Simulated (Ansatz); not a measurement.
**How methods differ on BH3O3 (boric acid)**

BH3O3 has 7 atoms, charge 0, and is taken as a singlet. As SMILES, `OB(O)O`. Geometry: relaxed at PBE0-D4/def2-TZVP.

Each level gives the atomisation enthalpy at 298 K (kJ/mol). The values are calculated. The thermal term (zero-point and 298 K enthalpy, harmonic and unscaled) is that of PBE0-D4/def2-TZVP; the spin-orbit lowering of the free atoms at 298 K, 1.2 kJ/mol by their spectra, is taken off.

**What was measured.** NIST-JANAF tables; in doubt, as an older value, an estimate or one at odds with other calculations gives the atomisation enthalpy at 298 K of the gas as 2964 kJ/mol.

```
                             level                   kind  program  value (kJ/mol)  computed − measured
                         HF/STO-3G           Hartree–Fock   Ansatz            2074                 -890
                          HF/3-21G           Hartree–Fock   Ansatz            1861                -1103
                      HF/def2-SVPD           Hartree–Fock   Ansatz            2138                 -826
B3LYP/6-31G* (spherical functions)          global hybrid   Ansatz            2886                  -78
                     MP2/def2-SVPD    perturbation theory   Ansatz            2952                  -12
                    CCSD/def2-SVPD  coupled cluster or CI   Ansatz            2806                 -158
```

Nearest: MP2/def2-SVPD (-12 kJ/mol); farthest: HF/3-21G (-1103 kJ/mol). Computed less measured by kind, in kJ/mol (of the ab initio rows, those in def2-SVPD): Hartree–Fock -826; perturbation theory -12; coupled cluster or CI -158. In a finite basis correlated wave-function methods underbind, so their errors here aren't those of the basis-set limit. The measured heats of formation of B, Si, Al and metal atoms are uncertain by some kJ/mol each.

Every level binds boric acid too weakly against the tabulated value, and Hartree–Fock does so by far the most. Atomisation breaks three B–O and three O–H bonds and turns their electron pairs into unpaired electrons on separate atoms. The correlation energy is therefore much larger in the molecule than in the fragments, and a mean-field treatment misses that difference.

The Hartree–Fock values don't rise steadily with basis size: HF/3-21G falls below HF/STO-3G. The minimal basis describes the free atoms poorly as well, so its smaller error probably reflects cancellation. Polarisation functions, absent from both sets, help describe the polar B–O bonds and the donation of oxygen lone pairs into the empty boron p orbital.

In the same basis, MP2 gives 2952 kJ/mol and CCSD 2806 kJ/mol. The closeness of MP2 to the reference probably comes from its overestimate of the correlation contribution to bonding offsetting basis incompleteness, while CCSD also lacks connected triples. The ordering thus doesn't show that MP2 is the better treatment of correlation here.
